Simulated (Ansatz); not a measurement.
## Ag: moving Ag off its site

Ag, Im-3m, a = 3.311 Å (as given, not relaxed at this level: -3.6 GPa). This isn't the element's structure at ambient conditions. Ansatz: r2SCAN, PAW, 500 eV, Γ-centred 10×10×10 mesh on 8 atoms, Gaussian smearing 0.15 eV; no spin polarisation.

```
CELL_PARAMETERS angstrom
3.31131 3.31131 -3.31131
3.31131 -3.31131 3.31131
-3.31131 -3.31131 -3.31131
ATOMIC_POSITIONS crystal
Ag 0.00000 0.00000 0.50000
Ag 0.50000 0.00000 0.50000
Ag 0.00000 0.50000 0.50000
Ag 0.50000 0.50000 0.50000
Ag 0.00000 0.00000 0.00000
Ag 0.50000 0.00000 0.00000
Ag 0.00000 0.50000 0.00000
Ag 0.50000 0.50000 0.00000
```

Atom 1 (Ag) moves by x along the unit vector (0.577, 0.577, 0.577), with its periodic images; all else is held. y is the free energy of the cell over the start, F the force along the path summed over the moved atoms. Symmetry makes y even in x.

```
  x (Å) y (meV) F (eV/Å)
-0.4500        ?         ?
-0.2250    106.8      1.02
 0.0000      0.0      0.00
 0.0563      6.3     -0.22
 0.1125     25.3     -0.46
 0.1688     58.3     -0.72
 0.2813    173.6     -1.37
 0.3375    262.2     -1.80
 0.3938    377.6     -2.32
```

**Question.** Fit y = c2 x² + c4 x⁴ to the energies of the other rows, give the force constant, and predict energy and force of the missing row.

**Answer.** Least squares on the rows shown. y = 1947.3 x² + 3137.3 x⁴. The force constant is 2 c2 = 3.89 eV/Å², for the cell as given, at -3.6 GPa (for all images moving together, not for a lone atom). The force −dy/dx at the missing row is 2.90 eV/Å (computed 2.97). At x = -0.4500 the fit asked for gives 523.0 meV. The run gave 525.6 meV, so the fit is 2.6 meV too low, a small miss on the scale of the series.

The displaced silver atom feels a restoring force throughout, and the positive quartic term shows that the well stiffens away from the site. The path points straight at a nearest neighbour in the bcc lattice. Inversion symmetry cancels the odd terms from the approaching and receding neighbours, but the steep short-range repulsion between filled 4d shells still adds to the even ones, which probably accounts for most of the hardening. The missing row lies beyond the fitted range, and there both energy and force exceed the prediction. This suggests a small positive contribution of higher order, to which the force, as a derivative, is more sensitive.

The positive curvature doesn't make bcc silver mechanically stable. Moving one atom per cell mixes several phonons, so stiff modes can hide a soft one, and a fixed cell excludes the homogeneous tetragonal shear that leads from bcc towards the close-packed fcc structure silver prefers. The force constant therefore describes local confinement on this path, not the stability of the phase.
